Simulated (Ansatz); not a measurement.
## A series in volume scale on SiO₂

Free energy against uniform scaling of the volume at fixed shape and fractions; periodic cell, basis, potentials, k mesh and filling as listed. The results are calculated, by Ansatz 0.2.0.

The cell before it is scaled or strained (space group P4_2/mnm, No. 136):
```
SiO2
1.0
      4.1773     0.0000     0.0000
      0.0000     4.1773     0.0000
      0.0000     0.0000     2.6652
Si O
2 4
Direct
  0.00000 0.00000 0.00000
  0.50000 0.50000 0.50000
  0.30590 0.30590 0.00000
  0.19410 0.80590 0.50000
  0.69410 0.69410 0.00000
  0.80590 0.19410 0.50000
```

Settings of every row: functional PBE; dispersion none; potentials PAW; wave cutoff 435.38 eV; density cutoff 1741.5 eV; k mesh 6x6x8; k shift 0x0x0; occupations fixed; smearing width 0 eV; spin none.

```csv
row,volume scale,V (Å³/atom),energy above lowest point (meV/atom),pressure (GPa)
1,0.88,6.821,223.4,68.29
2,0.92,7.131,114.2,45.32
3,0.96,7.441,45.3,26.57
4,1,7.751,9.2,11.23
5,1.04,8.061,0,-1.31
6,1.08,8.371,12.8,-11.56
7,1.12,8.681,?,?
```

Question: what energy above lowest point and pressure should row 7 give?

Worked fit of energy above lowest point. Take u = (V_r/V)^(2/3) − 1 with V_r = 7.596 Å³ an atom, which is twice the finite (Eulerian) strain; such expansions in the strain, on which the Birch-Murnaghan equation of state is built, carry the rest volume and the bulk modulus. The shown rows have u = 0.07438, 0.04301, 0.01384, -0.01338, -0.03884, -0.06271. Least squares give energy above lowest point = 23.55 + 1317 × u + 18336 × u² + 1077 × u³ meV/atom; a parabola predicts inner rows, each left out in turn, worse (root mean square 0.11 against 0.012 meV/atom). All shown rows lie on it to the printed digit. Its lowest point lies at u = -0.0360, or V = 8.026 Å³ an atom, and the curvature there gives the bulk modulus at fixed shape and fractions, B = (4/9)(1 + u)² E″(u)/V = 300 GPa. Letting shape and atoms relax would as a rule lower it, by much in layered, chain or molecular crystals. The withheld row has u = -0.08516, so the fit gives 23.55 + 1317 × (-0.08516) + 18336 × (-0.08516)² + 1077 × (-0.08516)³ = 43.7 meV/atom.

The calculation gave 43.5 meV/atom. The fit lies 0.2 meV/atom (0.09 % of the column's range) above it; its largest miss of a shown row is 0.0 meV/atom. This row lies beyond the range of the fit.

Worked fit of pressure. Take u = (V_r/V)^(2/3) − 1 with V_r = 7.596 Å³ an atom, which is twice the finite (Eulerian) strain; such expansions in the strain, on which the Birch-Murnaghan equation of state is built, carry the rest volume and the bulk modulus. The shown rows have u = 0.07438, 0.04301, 0.01384, -0.01338, -0.03884, -0.06271. Least squares give pressure = 18.516 + 562.67 × u + 1373.7 × u² + 783 × u³ GPa; a parabola predicts inner rows, each left out in turn, worse (root mean square 0.081 against 0.0025 GPa). All shown rows lie on it to the printed digit. The pressure vanishes at u = -0.0360, or V = 8.026 Å³ an atom, and there the bulk modulus at fixed shape and fractions is B = −V dP/dV = (2/3)(1 + u) dP/du = 300 GPa. Letting shape and atoms relax would as a rule lower it, by much in layered, chain or molecular crystals. The withheld row has u = -0.08516, so the fit gives 18.516 + 562.67 × (-0.08516) + 1373.7 × (-0.08516)² + 783 × (-0.08516)³ = -19.92 GPa.

The calculation gave -19.93 GPa. The fit lies 0.01 GPa (0.011 % of the column's range) above it, one unit of the last digit. This row lies beyond the range of the fit.
